**Ionisation energies from B to Ar: how much correlation, how much spin-orbit**

Magnesium looks wrong. With two valence electrons it is the simplest correlation problem of the set, yet second-order perturbation theory misses its ionisation energy by more than that of any other atom: 7.22 eV against the measured 7.65 eV, an error of $-0.43$ eV. Spin-orbit coupling plays no part, since an s electron leaves and the spin-free and screened-SO columns agree. The other twelve atoms, which all lose a p electron, show the same order of concerns: electron correlation first, spin-orbit coupling far behind.

PySCF 2.14.0, two-component X2C-1e GHF and frozen-core GMP2, Gaussian nucleus, x2c-TZVPall-2c plus one even-tempered diffuse shell per l. Ionisation energies of neutral atoms are total-energy differences; configurations are nominal jj occupations. Spin-free omits spin-orbit coupling; screened-SO includes its one-electron term with screened-nucleus factors.

| species | Z | electrons | configuration | final configuration | frozen electrons | GHF spin-free (eV) | GMP2 spin-free (eV) | GHF screened-SO (eV) | GMP2 screened-SO (eV) | tabulated (eV) | kind of the tabulated value |
| --- | --- | --- | --- | --- | --- | --- | --- | --- | --- | --- | --- |
| B | 5 | 5 | [He] 2s2 (2p1/2)1 | [He] 2s2 | 2 | 8.07 | 8.25 | 8.07 | 8.25 | 8.29802 | measured |
| C | 6 | 6 | [He] 2s2 (2p1/2)2 | [He] 2s2 (2p1/2)1 | 2 | 10.69 | 11.24 | 10.69 | 11.24 | 11.2603 | measured |
| N | 7 | 7 | [He] 2s2 (2p1/2)2 (2p3/2)1 | [He] 2s2 (2p1/2)2 | 2 | 13.97 | 14.57 | 13.96 | 14.57 | 14.5341 | measured |
| O | 8 | 8 | [He] 2s2 (2p1/2)2 (2p3/2)2 | [He] 2s2 (2p1/2)2 (2p3/2)1 | 2 | 11.91 | 13.27 | 11.92 | 13.28 | 13.6181 | measured |
| F | 9 | 9 | [He] 2s2 (2p1/2)2 (2p3/2)3 | [He] 2s2 (2p1/2)2 (2p3/2)2 | 2 | 15.65 | 17.23 | 15.65 | 17.23 | 17.4228 | measured |
| Ne | 10 | 10 | [Ne] | [He] 2s2 (2p1/2)2 (2p3/2)3 | 2 | 19.76 | 21.58 | 19.73 | 21.54 | 21.5645 | measured |
| Mg | 12 | 12 | [Ne] 3s2 | [Ne] (3s1/2)1 | 10 | 6.62 | 7.22 | 6.62 | 7.22 | 7.64624 | measured |
| Al | 13 | 13 | [Ne] 3s2 (3p1/2)1 | [Ne] 3s2 | 10 | 5.63 | 5.80 | 5.64 | 5.81 | 5.98577 | measured |
| Si | 14 | 14 | [Ne] 3s2 (3p1/2)2 | [Ne] 3s2 (3p1/2)1 | 10 | 7.49 | 8.02 | 7.48 | 8.01 | 8.15168 | measured |
| P | 15 | 15 | [Ne] 3s2 (3p1/2)2 (3p3/2)1 | [Ne] 3s2 (3p1/2)2 | 10 | 10.00 | 10.47 | 9.98 | 10.45 | 10.4867 | measured |
| S | 16 | 16 | [Ne] 3s2 (3p1/2)2 (3p3/2)2 | [Ne] 3s2 (3p1/2)2 (3p3/2)1 | 10 | 9.09 | 9.95 | 9.11 | 9.98 | 10.36 | measured |
| Cl | 17 | 17 | [Ne] 3s2 (3p1/2)2 (3p3/2)3 | [Ne] 3s2 (3p1/2)2 (3p3/2)2 | 10 | 11.77 | 12.69 | 11.76 | 12.69 | 12.9676 | measured |
| Ar | 18 | 18 | [Ar] | [Ne] 3s2 (3p1/2)2 (3p3/2)3 | 10 | 14.71 | 15.67 | 14.65 | 15.61 | 15.7596 | measured |

GHF is Hartree-Fock with one determinant of spinors, and GMP2 adds second-order Møller-Plesset correlation among the electrons that are not frozen. The tabulated column holds NIST's measured values. Sodium is missing because no run was made for it. Labels such as $(2p_{1/2})^2$ give the nominal occupation of the $j = 1/2$ and $j = 3/2$ subshells, which for p shells of two to four electrons is not the state the runs ended in. The computed $\langle S^2\rangle$ is close to 2 for C, O, Si and S and close to $15/4$ for N and P, so these atoms are high-spin triplets and quartets that obey Hund's first rule.

**What Hartree-Fock lacks**

A determinant keeps electrons of parallel spin apart, because it vanishes when they meet. Electrons of opposite spin get no such hole, and their repulsion is overestimated. The neutral atom has more electron pairs than its ion, so its energy suffers more and the ionisation energy comes out too low, as it does in all 13 GHF rows. Theory thus suggests a first guide to the size of the error: count the opposite-spin pairs that the ionisation breaks. The pairs do not weigh the same, since two electrons in one orbital usually correlate more strongly than two in different orbitals, so counts are best compared within one subshell.

In Mg the count is one, the $3s^2$ pair, and Mg$^+$ has a single unfrozen electron and hence no GMP2 correlation at all. The whole GMP2 gain of 0.60 eV is therefore the second-order energy of that pair, and it closes 58% of the gap between GHF and measurement. A standard weakness bears on this case: the empty 3p shell lies close above 3s, the $3p^2$ configuration mixes in strongly, and second order underestimates such mixing. The settings bear on it as well, for ten electrons are frozen, which removes core-valence correlation from Mg to Ar, and the Mg basis has no f functions. How the remainder divides among these three causes was not tested.

Nitrogen and oxygen show the counting inside the p shell. N has three parallel p electrons, and the one that leaves breaks no opposite-spin p pair. O loses its single minority-spin electron, which had three p partners of opposite spin, one of them in the same orbital, and a half-filled quartet remains. The GHF error accordingly jumps from $-0.57$ eV in N to $-1.70$ eV in O and stays near that size in F and Ne, where the leaving electron again has three such partners.

The same physics makes the ionisation energy fall from N to O, and each level overdoes the fall. It is 2.04 eV at GHF, 1.29 eV at GMP2 and 0.92 eV measured, so the over-repelled pair of O is only partly repaired at second order. The fall is just as present in the spin-free columns, which shows that it owes nothing to a $p_{1/2}$ or $p_{3/2}$ subshell. From P to S the pattern repeats on a smaller scale.

**The counting as a formula**

For removal from $p^n$ let $m = 0, 1, 2, 0, 1, 2$ be the number of parallel p partners for $n = 1$ to 6, and let $q$ be 0 up to $n = 3$ and 1 beyond. The energy that screened-SO GHF lacks, measured minus GHF, was fitted as

$$\Delta = c + b\,m + a\,q$$

separately to the six rows B to Ne and the six rows Al to Ar; the printed analysis after this note lists all fits and residuals. For O, with $m = 0$ and $q = 1$, the 2p constants give

$$\Delta = 0.34 + 1.31 = 1.65\ \text{eV}, \qquad 11.92 + 1.65 = 13.57\ \text{eV},$$

against 13.62 eV measured, but O was part of the fit. In both periods $a$ is several times larger than $b$, which is the numerical form of the statement that opposite-spin pairs carry the error. With three constants for six points, their values are effective ones and deserve no closer reading.

The residuals have an rms of 0.07 eV for 2p and 0.10 eV for 3p, about half or less of what a step placed after a filled $p_{1/2}$ subshell leaves. The model fails most at the start of each shell, where B and Al need less correction than it gives and C and Si more. A likely reason, not isolated by any run, is that B$^+$ and Al$^+$ are $s^2$ ions with an empty p shell like Mg, so the ion's own strong pair correlation cancels part of the atom's. Mg was not fitted; treated as a paired 3p case it gets 1.18 eV against the true 1.03 eV, the right size only.

**Spin-orbit coupling**

To first order an LS term shifts by $E = \pm\zeta\,\langle \mathbf{L}\cdot\mathbf{S}\rangle/2S$, where $\zeta$ is the one-electron spin-orbit constant and the sign is plus below half filling and minus above. The ionisation energy changes by the shift of the ion minus that of the atom, and an S state contributes nothing. Ne is a closed shell, and Ne$^+$ in a pure $^2P_{3/2}$ level has $\langle \mathbf{L}\cdot\mathbf{S}\rangle = 1/2$ and falls by $\zeta/2$, so the computed shift of $-0.035$ eV means $\zeta = 0.070$ eV. Shifts are negative where only the ion gains (N, Ne, P, Ar), positive where only the atom gains (B, O, Al, S), and partly cancel in C, F, Si and Cl.

Values of $\zeta$ from the one-sided rows, carried to the neighbouring elements as a power of $Z$, predict the four cancelling rows with the right sign. F comes out at $-0.0031$ eV against $-0.0032$ eV from the unrounded energies, while Cl is several times too small. Each of these shifts is a small difference between larger ones in ion and atom, so the close agreement for F may be partly luck. The estimate also takes B and Al as pure $J$ levels, as their labels say, but the outputs give no $\langle J^2\rangle$ for either atom to test this. The isoelectronic ions C$^+$ and Si$^+$ are mixed, with $\langle \mathbf{L}\cdot\mathbf{S}\rangle$ of $-0.86$ and $-0.92$ instead of $-1$. If B and Al are mixed in the same way, their $\zeta$ values come out somewhat too small. Two limits apply to all these shifts. The screened-nucleus factors overshoot splittings of light atoms, and the determinants meant to be $^3P_0$ have $\langle \mathbf{L}\cdot\mathbf{S}\rangle$ near $-1$ instead of $-2$, so they collect half of their lowering; for P the lost part is roughly 0.02 eV.

**What to run**

For a target of 0.5 eV, spin-free GMP2 suffices in all 13 rows, whereas spin-free GHF does so only for B, Al and P. For 0.2 eV, GMP2 fails at Mg, O, S and Cl, all cases where an opposite-spin pair within one subshell is broken, while F and Al pass narrowly. Differences across half filling need the most care, since the P to S fall is 0.47 eV at GMP2 and 0.13 eV measured.

For 0.05 eV, about 1 kcal/mol, no level here is adequate: GMP2 reaches it for B, C, N, Ne and P only. These agreements may rest on cancellation between basis incompleteness and higher orders, which no larger run checks. Scaling the GMP2 gain by a fitted 1.16 is no remedy, since it barely lowers the rms error and throws Ne off by $+0.37$ eV when Ne is left out of the fit. The effort belongs in higher-order correlation, a larger basis and unfrozen outer core shells, and how much of the remaining error is GMP2's own can be told only after the last two are tried.

Spin-orbit coupling matters only at this tightest target. Its largest shift, $-0.063$ eV in Ar, is well below the smallest GMP2 gain, 0.17 eV in Al, and it changes the mean absolute GMP2 error by less than one unit in the last digit of the computed columns. The shifts at GHF and GMP2 differ by at most 0.0009 eV, so the two effects add at these levels, and the spin-orbit step can be taken once at GHF and added to a better spin-free energy. For C, N, Si and P that step still carries the error of the mixed $J$ levels described above.

By formal scaling Hartree-Fock grows as about the fourth power of the basis size, MP2 as the fifth, and coupled cluster with perturbative triples as the seventh. Complex spinors multiply the cost by a constant factor without changing these powers. With some forty basis functions per atom GMP2 should be a small addition to GHF, though no timings are given here, and it removes more than four fifths of the mean absolute error, from 0.98 to 0.17 eV.

Output of the analysis:

```
All in eV. Rounding 0.005 per entry, 0.01 per difference; 1 kcal/mol = 0.043
atom  error GHF-SO  error GMP2-SO  GMP2 gain  share of gap  SO shift (GHF, unrounded)
B        -0.23         -0.05         0.18         79%      +0.0014
C        -0.57         -0.02         0.55         96%      -0.0030
N        -0.57          0.04         0.61        106%      -0.0070
O        -1.70         -0.34         1.36         80%      +0.0097
F        -1.77         -0.19         1.58         89%      -0.0032
Ne       -1.83         -0.02         1.81         99%      -0.0352
Mg       -1.03         -0.43         0.60         58%      +0.0000
Al       -0.35         -0.18         0.17         49%      +0.0091
Si       -0.67         -0.14         0.53         79%      -0.0126
P        -0.51         -0.04         0.47         93%      -0.0217
S        -1.25         -0.38         0.87         70%      +0.0258
Cl       -1.21         -0.28         0.93         77%      -0.0080
Ar       -1.11         -0.15         0.96         87%      -0.0628
GHF spin-free: mean -0.977, mean abs 0.977, worst Ne -1.80; of 13 within 0.05/0.2/0.5: 0/0/3
GHF SO: mean -0.984, mean abs 0.984, worst Ne -1.83; of 13 within 0.05/0.2/0.5: 0/0/2
GMP2 spin-free: mean -0.161, mean abs 0.169, worst Mg -0.43; of 13 within 0.05/0.2/0.5: 5/9/13
GMP2 SO: mean -0.167, mean abs 0.173, worst Mg -0.43; of 13 within 0.05/0.2/0.5: 5/9/13
GMP2 SO mean abs error: 2p1-3 0.03, 2p4-6 0.19, 3p1-3 0.12, 3p4-6 0.27
Scaled gain: factor 1.16; rms 0.22 unscaled, 0.18 leave-one-out, worst Ne +0.37
Fit c + b*m + a*q (m parallel p partners, q=1 from p4); residuals p1..p6; rms; rms with jj step
2p GHF SO    c  7.48 b  3.43 a  4.86 | +0.59 -0.22 -0.37 -0.42 -0.12 +0.54 | 0.41 | 1.35
2p GMP2 SO   c  7.71 b  3.65 a  6.00 | +0.54 -0.11 -0.43 -0.43 -0.12 +0.54 | 0.40 | 1.23
2p measured  c  7.82 b  3.55 a  6.17 | +0.48 -0.10 -0.38 -0.37 -0.11 +0.48 | 0.36 | 1.11
2p GMP2 gain c  0.23 b  0.22 a  1.14 | -0.05 +0.10 -0.06 -0.00 -0.00 +0.01 | 0.05 | 0.12
2p meas-GHF  c  0.34 b  0.12 a  1.31 | -0.11 +0.11 -0.00 +0.05 +0.00 -0.05 | 0.07 | 0.24
3p GHF SO    c  5.23 b  2.47 a  4.14 | +0.41 -0.22 -0.19 -0.26 -0.08 +0.34 | 0.27 | 0.83
3p GMP2 SO   c  5.52 b  2.57 a  4.67 | +0.29 -0.08 -0.21 -0.21 -0.07 +0.28 | 0.21 | 0.75
3p measured  c  5.73 b  2.48 a  4.82 | +0.25 -0.06 -0.20 -0.19 -0.06 +0.26 | 0.19 | 0.65
3p GMP2 gain c  0.29 b  0.10 a  0.53 | -0.12 +0.14 -0.02 +0.05 +0.01 -0.06 | 0.08 | 0.10
3p meas-GHF  c  0.50 b  0.01 a  0.68 | -0.16 +0.16 -0.01 +0.07 +0.02 -0.08 | 0.10 | 0.19
Mg (s electron, not fitted): meas-GHF 1.03; 3p fit with m=0, q=1 gives 1.18
Drop N to O: GHF spin-free 2.06, SO 2.04; GMP2 spin-free 1.30, SO 1.29; measured 0.92
Drop P to S: GHF spin-free 0.91, SO 0.87; GMP2 spin-free 0.52, SO 0.47; measured 0.13
Spin-orbit: E = +-zeta <L.S>/2S; pure J assumed for B, Al, Ne+, Ar+; zeta as power of Z
zeta B 0.0014, O 0.0195, N+ 0.0139, Ne+ 0.0704; powers 5.6 atoms, 4.5 ions
shift predicted/run: C -0.0040/-0.0030, F -0.0031/-0.0032
L.S C -1.00, N+ -1.01 (pure -2), C+ -0.86 (pure -1); pure J would add about C +0.001, N -0.007
zeta Al 0.0091, S 0.0516, P+ 0.0411, Ar+ 0.1256; powers 8.4 atoms, 6.1 ions
shift predicted/run: Si -0.0158/-0.0126, Cl -0.0014/-0.0080
L.S Si -1.06, P+ -1.05 (pure -2), Si+ -0.92 (pure -1); pure J would add about Si +0.006, P -0.019
SO shift at GMP2 minus at GHF: largest P +0.0009
Largest SO shift 0.063, smallest gain 0.17; mean abs SO 0.015, gain 0.82, ratio 53
```
